**Forecasting electrons 40 to 43 in a hard-wall dot**

**Three energy scales**

Three scales govern the filling of this spherical dot. Each added electron costs a charging energy of 0.43 to 0.49 hartree* more than the one before, a closed shell adds a level gap of roughly 0.5 to 0.9 hartree* (under 0.2 at the weak closure N = 20), and a half-filled p, d or f shell adds an exchange step of 0.15 to 0.2 hartree*. The star marks effective atomic units. The question is whether these scales, read from the rows up to 39 electrons in exchange-only LDA, fix the next four rows.

radks 2 with Libxc: spin-polarised Kohn-Sham LDA (exchange only) for a spherical hard-wall dot of radius 2.69 bohr* with a central point charge of 1 e, in effective atomic units (*). Shells are m-averaged and filled by a greedy search that can miss a lower state; levels are named by radial order. Chemical potential is E(N) − E(N−1), addition energy E(N+1) + E(N−1) − 2E(N).

```tsv
electrons	chemical potential (hartree*)	unpaired electrons	rms radius (bohr*)	highest eigenvalue (hartree*)	highest level	addition energy (hartree*)
1	-0.3164	1	1.197	-0.01993	1s up	n/a
2	0.4762	0	1.286	0.7319	1s up	1.374
3	1.850	1	1.440	2.082	1p up	0.4726
4	2.323	2	1.519	2.565	1p up	0.4883
5	2.811	3	1.571	3.057	1p up	0.6718
6	3.483	2	1.611	3.704	1p down	0.4524
7	3.935	1	1.642	4.168	1p down	0.4696
8	4.405	0	1.668	4.642	1p up	1.271
9	5.675	1	1.700	5.901	1d up	0.4534
10	6.129	2	1.726	6.357	1d up	0.4569
11	6.586	3	1.748	6.815	1d up	0.4588
12	7.045	4	1.767	7.274	1d up	0.4599
13	7.504	5	1.784	7.735	1d up	0.6193
14	8.124	4	1.799	8.345	1d down	0.4441
15	8.568	3	1.812	8.791	1d down	0.4479
16	9.016	2	1.825	9.241	1d down	0.4502
17	9.466	1	1.836	9.692	1d down	0.4517
18	9.918	0	1.846	10.14	1d up	0.9489
19	10.87	1	1.840	11.17	2s up	0.7597
20	11.63	0	1.833	11.93	2s up	0.6157
21	12.24	1	1.844	12.46	1f up	0.4413
22	12.68	2	1.855	12.90	1f up	n/a
24	n/a	6	1.891	13.76	1f up	n/a
25	13.98	7	1.899	14.20	1f up	0.4442
26	14.42	8	1.907	14.64	1f up	n/a
29	n/a	5	1.928	16.11	1f down	n/a
30	16.33	4	1.934	16.55	1f down	0.4384
31	16.76	3	1.940	16.98	1f down	0.4388
32	17.20	2	1.946	17.42	1f down	0.4391
33	17.64	1	1.951	17.86	1f down	0.5980
34	18.24	0	1.944	18.54	2s up	1.360
35	19.60	1	1.950	19.82	1g up	0.4330
36	20.03	2	1.956	20.25	1g up	0.4333
37	20.47	3	1.961	20.68	1g up	0.4335
38	20.90	4	1.967	21.12	1g up	0.4337
39	21.33	5	1.972	21.55	1g up	0.4338
40	?	?	?	?	?	?
41	?	?	?	?	?	?
42	?	?	?	?	?	?
43	?	?	?	?	?	?
```

N is the number of electrons and E(N) the total energy. The chemical potential is μ(N) = E(N) − E(N−1), and the addition energy is Δ(N) = μ(N+1) − μ(N). Levels are named by radial order and angular momentum l, so 1g is the l = 4 level without a radial node and holds nine electrons per spin. Positive eigenvalues ε belong to confined electrons, since the wall of radius R holds them in.

**Which level is filling**

The unpaired counts show Hund's rule: 1p and 1d fill one spin first and close at N = 8 and 18. The rows from 24 to 33 are in another state than a simple count suggests, 2s¹1fⁿ, with one 2s electron moved into 1f. Electron 34 refills 2s, which is why the rms radius drops there. From 35 to 39 the count rises by one per electron above closed shells.

The quantity N·rms², the sum of ⟨r²⟩ over all electrons, identifies the orbital that is added. A 2s electron raises it by 2.9 to 3.0 bohr*², and each electron from 35 to 39 raises it by 4.6 on average, as suits an orbital near the wall. In an empty sphere 2p would lie 0.50 hartree* below 1g, so the interacting dot has reversed the order. The electrostatic argument is that the electrons' own repulsive potential is highest in the interior, which penalises orbitals with an inner lobe and favours high l. Each further spin-up 1g electron also gains exchange energy with its shell partners, so 1g up should keep filling until it holds nine.

**The plateau is a charging energy**

While one spin of one shell fills, the level stays the same and Δ measures the repulsion from one more electron, less the part that exchange takes off. Classical electrostatics offers two markers: 1/R = 0.372 for charge on the wall and 6/(5R) = 0.446 for a uniformly charged sphere. The mean plateau falls shell by shell from 0.471 in 1p to 0.4335 in 1g, and only the 1f and 1g plateaus lie between the markers. The fall is what a capacitor picture argues for, since orbitals of higher l sit further out. Part of the flatness is built in, because averaging over m removes multiplets and deformation.

Janak's theorem ties the eigenvalue to the same step. It states dE/dn = ε for the occupation n of a level, so with E quadratic in n, μ(N) equals ε at half occupation, and ε − μ = Δ/2. In 1g the table gives a mean offset of 0.218 against a half step of 0.217. The offset is a property of the functional: for N = 1 an exact theory has ε = μ, and the difference of 0.30 there is self-interaction error.

**Peaks add to the plateau**

At a closure the next electron pays the plateau plus a level gap. For N = 8 the excess is 1.271 − 0.453 = 0.818, near the empty-sphere spacing of 0.900 between 1p and 1d. Two other gaps agree less well: 0.901 against 0.713 from 1s to 1p, and 1.086 against 1.252 from 1f to 1g, taken across the 2s electron that enters between them. At a half-filled shell the next electron enters the same orbital with the minority spin, and the extra cost is the exchange splitting.

The LDA exchange potential for spin σ is −(6nσ/π)^(1/3). With N↑ and N↓ electrons spread evenly over the volume V = 4πR³/3, the splitting is

S = (6/πV)^(1/3) · (N↑^(1/3) − N↓^(1/3)).

The spin excess grows as 2l + 1, but it counts against a growing background density, so S shrinks slowly from 1p to 1d. The observed excess, taken as Δ(N) − Δ(N−1), is 1.09 times S at N = 5 and 1.13 times S at N = 13, and the mean of these two ratios is the scale factor c = 1.111. The s shells lie outside this estimate: at N = 19, with one 2s electron present, Δ is 0.7597, far more than the plateau plus S. A looser check comes from 1f: μ(30) − μ(26), less three steps assumed flat, implies an excess of 0.151 ± 0.01 at N = 26, where cS is 0.156.

For N = 43, which is outside the fit, 1g⁹ gives N↑ = 26 and N↓ = 17:

- V = 81.5 bohr*³, so (6/πV)^(1/3) = 0.2861
- 26^(1/3) − 17^(1/3) = 2.9625 − 2.5713 = 0.3912
- S = 0.1119 and cS = 0.1244
- Δ(43) = 0.4338 + 0.1244 = 0.558

**The forecast**

The plateau is continued by a least-squares fit of a − b·qᵏ to rows 35 to 39, with q = 0.59 taken from the ratios of successive steps in 1d; its bar grows by the mean 1g step per electron. The bar on Δ(43) is the distance to the alternative of a constant excess, that of N = 13. Chemical potentials are running sums of Δ, so μ(40) = μ(39) + Δ(39) is an identity and no foresight. The radius is the mean of a linear and a quadratic fit of N·rms² over rows 34 to 39, with a bar of half their difference plus 0.001.

| N | level, unpaired | μ | ε ≈ μ + 0.217 | rms radius | Δ |
|---|---|---|---|---|---|
| 40 | 1g up, 6 | 21.77 ± 0.007 | 21.98 ± 0.01 | 1.977 ± 0.001 | 0.434 ± 0.0002 |
| 41 | 1g up, 7 | 22.20 ± 0.007 | 22.42 ± 0.01 | 1.982 ± 0.002 | 0.434 ± 0.0004 |
| 42 | 1g up, 8 | 22.64 ± 0.007 | 22.85 ± 0.01 | 1.986 ± 0.002 | 0.434 ± 0.0006 |
| 43 | 1g up, 9 | 23.07 ± 0.008 | 23.29 ± 0.01 | 1.991 ± 0.002 | 0.56 ± 0.035 |

The main risk is the 2p up level. Entering within these four rows, it would leave the spin count unchanged, break the plateau and lower the radius by several thousandths, about 0.008 bohr* by empty-sphere orbitals. Entering as electron 44, it would make the peak at 43 smaller than a 1g down electron would.

**The computed rows**

The withheld rows as computed:

```tsv
electrons	chemical potential (hartree*)	unpaired electrons	rms radius (bohr*)	highest eigenvalue (hartree*)	highest level	addition energy (hartree*)
40	21.77	6	1.977	21.99	1g up	0.4339
41	22.20	7	1.982	22.42	1g up	0.4340
42	22.64	8	1.986	22.85	1g up	0.4340
43	23.07	9	1.991	23.29	1g up	0.5673
```

All four rows are 1g up with the forecast spin, and every value lies inside its bar. Most of these hits are cheap. Once the shell is right, μ and ε follow by summation, and their largest misses, 0.005 and 0.006 hartree*, are the size of the rounding of those columns. The plateau values lie 0.0001 to 0.0002 above the fitted 0.4338, too little to be given a cause.

The radius is the more useful check, because neither the spin count nor the top level would expose a 2p electron placed below 1g. The largest miss is 0.0004 bohr*, a twentieth of the estimated shift from one 2p electron. The runs therefore kept to 1g⁶ through 1g⁹. That this is the ground state is not shown: the filling is greedy, exchange-only LDA tends to favour high spin, and the 2s to 1f switch shows that near-degenerate levels do trade electrons in this dot.

**The half-shell peak**

The one forecast that tested a model was Δ(43), computed as 0.5673 against 0.558. The miss of +0.009 is under 2% of the computed value, but the excess is the fair measure: 0.5673 − 0.4340 = 0.1333, which cS underestimates by 7%. The bar was wide, over a quarter of the predicted excess, so landing inside it says little on its own.

The comparison of the two estimates says more. A constant excess gives 0.4338 + 0.1594 = 0.593, too high by 0.026, about three times the miss of the density model. If electron 44 is 1g down, the exchange peak thus shrinks with N, at a slower rate than the uniform density gives.

The ratio of excess to S is now 0.1333/0.1119 = 1.19, after 1.09 and 1.13 for 1p and 1d, so c is not a constant. A likely but untested reason is that the spin density sits in the open shell, where the probing orbital also sits, and is more concentrated there as l grows; the inferred 1f value is too loose to confirm a steady rise. That electron 44 is 1g down is expected from the electrostatic argument, but no row here shows it. If that electron went to 2p up instead, the 1g splitting would be larger still.
